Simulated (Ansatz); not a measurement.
# Ligand exchange: BH2I + C2H5NO → BH2(NH2) + C2H3IO

Species: BH2I `BI`, singlet; C2H5NO `CC(N)=O`, singlet; BH2(NH2), singlet; C2H3IO (acetyl iodide) `CC(=O)I`, singlet. The partners trade I for NH2: B–I and C–NH2 bonds give way to B–NH2 and C–I.

Shapes, held fixed at every level: PBE0-D4/def2-TZVP. Flexible molecules stand in one conformer, not always the lowest. Programs: Ansatz 0.2.0. The zero-point and thermal change to 298 K, harmonic and unscaled (PBE0-D4/def2-TZVP), is +1.5 kJ/mol.

| level | kind | ΔH(298 K) (kJ/mol) | less CCSD(T)/def2-TZVPP | CPU time (sum over the molecules) |
| --- | --- | --- | --- | --- |
| HF/def2-SVP | Hartree–Fock | -0.6 | +36.5 | – |
| r2SCAN-D4/def2-TZVPP | meta-GGA | -43.0 | -5.9 | 31 s |
| B3LYP-D4/def2-TZVPP | global hybrid | -46.7 | -9.6 | 22 s |
| r2SCAN0-D4/def2-TZVPP | global hybrid | -31.5 | +5.6 | 30 s |
| wB97M-V/def2-TZVPP | range-separated hybrid | -36.4 | +0.7 | 63 s |
| wB97X-V/def2-TZVPP | range-separated hybrid | -29.2 | +7.9 | 45 s |
| MP2/def2-SVP | perturbation theory | -40.5 | -3.4 | – |
| CCSD(T)/def2-TZVPP | coupled cluster or CI | -37.1 | 0.0 | 7.5 min |

The highest level, CCSD(T)/def2-TZVPP, gives ΔH(298 K) = -37.1 kJ/mol; the levels span -46.7 to -0.6. The column of differences is taken from that level and isn't an error. No measured value is set beside it here. For atoms past krypton def2 sets carry core potentials with scalar relativity. Correlated rows may include outer-core shells of I, which these sets cover unevenly. Times are processor times on shared x86 and Arm servers, and rough.

The exchange is exothermic at every correlated and density-functional level, with coupled cluster giving -37.1 kJ/mol. The driving force lies mainly in what nitrogen gains at boron. In aminoborane its lone pair donates into the empty boron p orbital, adding a strong π component to an already strong, polar σ bond, whereas iodine's diffuse lone pairs overlap poorly with that orbital. The gain is partly offset by the loss of amide resonance and the formation of a weak acyl C–I bond, so the net enthalpy is modest.

Hartree–Fock makes the reaction nearly thermoneutral, while MP2 in the same basis gives -40.5 kJ/mol. Electron correlation, rather than basis size, therefore accounts for that gap, probably because it stabilises the compact B–N π bond more than the amide it replaces. Exact exchange alone doesn't order the functionals: r2SCAN0 is less exothermic than r2SCAN, but B3LYP is more so. The reaction enthalpy favours aminoborane and acetyl iodide, but says nothing about the barrier to exchange.
